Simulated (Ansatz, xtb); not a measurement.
## Relative energy of two isomers of C3H8F3NSi

Structure I is `N[SiH2]CCC(F)(F)F`, a singlet and structure II is `C[C@H](N[SiH3])C(F)(F)F`, a singlet. Both are isolated molecules in the gas phase, relaxed with r2SCAN-D4/def2-SVP, each in the lowest conformer that the search found.

Q: Estimate which is lower in electronic energy at CCSD(T)/def2-SVP + ΔMP2/def2-TZVPP, and by roughly how much.

A: The CCSD(T)/def2-SVP + ΔMP2/def2-TZVPP calculation puts structure I lower, by 0.592 eV.

Level by level:

```json
{"level": "GFN2-xTB", "geometry": "GFN2-xTB", "E(II) − E(I) (eV)": "−0.367", "departure from the last row (eV)": "−0.959", "job, with rough time for the two": "optimisation, 0.29 s"}
{"level": "HF/STO-3G", "geometry": "GFN2-xTB", "E(II) − E(I) (eV)": "+0.363", "departure from the last row (eV)": "−0.229", "job, with rough time for the two": "single point, 0.56 s"}
{"level": "r2SCAN-D4/def2-SVP//GFN2-xTB", "geometry": "GFN2-xTB", "E(II) − E(I) (eV)": "+0.512", "departure from the last row (eV)": "−0.079", "job, with rough time for the two": "single point, 4.9 s"}
{"level": "r2SCAN-D4/def2-SVP", "geometry": "r2SCAN-D4/def2-SVP", "E(II) − E(I) (eV)": "+0.504", "departure from the last row (eV)": "−0.088", "job, with rough time for the two": "optimisation, 67 s"}
{"level": "HF/def2-SVP", "geometry": "r2SCAN-D4/def2-SVP", "E(II) − E(I) (eV)": "+0.414", "departure from the last row (eV)": "−0.178", "job, with rough time for the two": "part of the CCSD(T) run"}
{"level": "MP2/def2-SVP", "geometry": "r2SCAN-D4/def2-SVP", "E(II) − E(I) (eV)": "+0.449", "departure from the last row (eV)": "−0.143", "job, with rough time for the two": "part of the CCSD(T) run"}
{"level": "CCSD(T)/def2-SVP", "geometry": "r2SCAN-D4/def2-SVP", "E(II) − E(I) (eV)": "+0.396", "departure from the last row (eV)": "−0.196", "job, with rough time for the two": "single point"}
{"level": "CCSD(T)/def2-SVP + ΔMP2/def2-TZVPP", "geometry": "r2SCAN-D4/def2-SVP", "E(II) − E(I) (eV)": "+0.592", "departure from the last row (eV)": "", "job, with rough time for the two": "single point, 2.5 min"}
```

As drawn, II has 1 C–N, 1 Si–H in place of 1 C–Si, 1 N–H.

GFN2-xTB puts the two in the other order. The largest departure from CCSD(T)/def2-SVP + ΔMP2/def2-TZVPP is that of GFN2-xTB, 0.959 eV. The last row adds to CCSD(T) the change of the MP2 difference between the two basis sets, here +0.196 eV, a large step that makes the value less sure.

With thermal terms from frequencies at re-optimised GFN2-xTB minima (ideal gas, soft modes damped towards free rotors, one conformer each, 298.15 K, 1 atm): on the last row, ΔE + ΔZPE = +0.528, ΔH = +0.531, ΔG = +0.527 eV.

The correlated steps freeze 12 core orbitals. Mirror images aren't counted in ΔG. Run with Ansatz 0.2.0, xtb 6.7.1; the last row on 4 threads of Arm Neoverse V1 on a shared host.

The preference for the aminosilane I over the silylamine II is mainly a matter of bond exchange. Both isomers keep an Si–N bond, so its strength cannot decide the order. What differs is that I pairs a strong, polar N–H bond with C–Si, whereas II has the weaker combination of C–N and Si–H. The trifluoromethyl group next to the nitrogen-bearing carbon in II probably modifies this balance, but its share cannot be separated from the totals.

Hartree–Fock already gives the right sign, so the ordering does not depend on electron correlation. GFN2-xTB reverses it, and the r2SCAN-D4 single point on the same geometries restores it, which places the fault in the tight-binding energies rather than the structures, probably in their balance of silicon and nitrogen bonds. Zero-point energy narrows the gap slightly, as expected when a stiff N–H stretch replaces a softer Si–H one, and entropy barely matters. The preference is thermodynamic and says nothing about how readily the isomers interconvert.
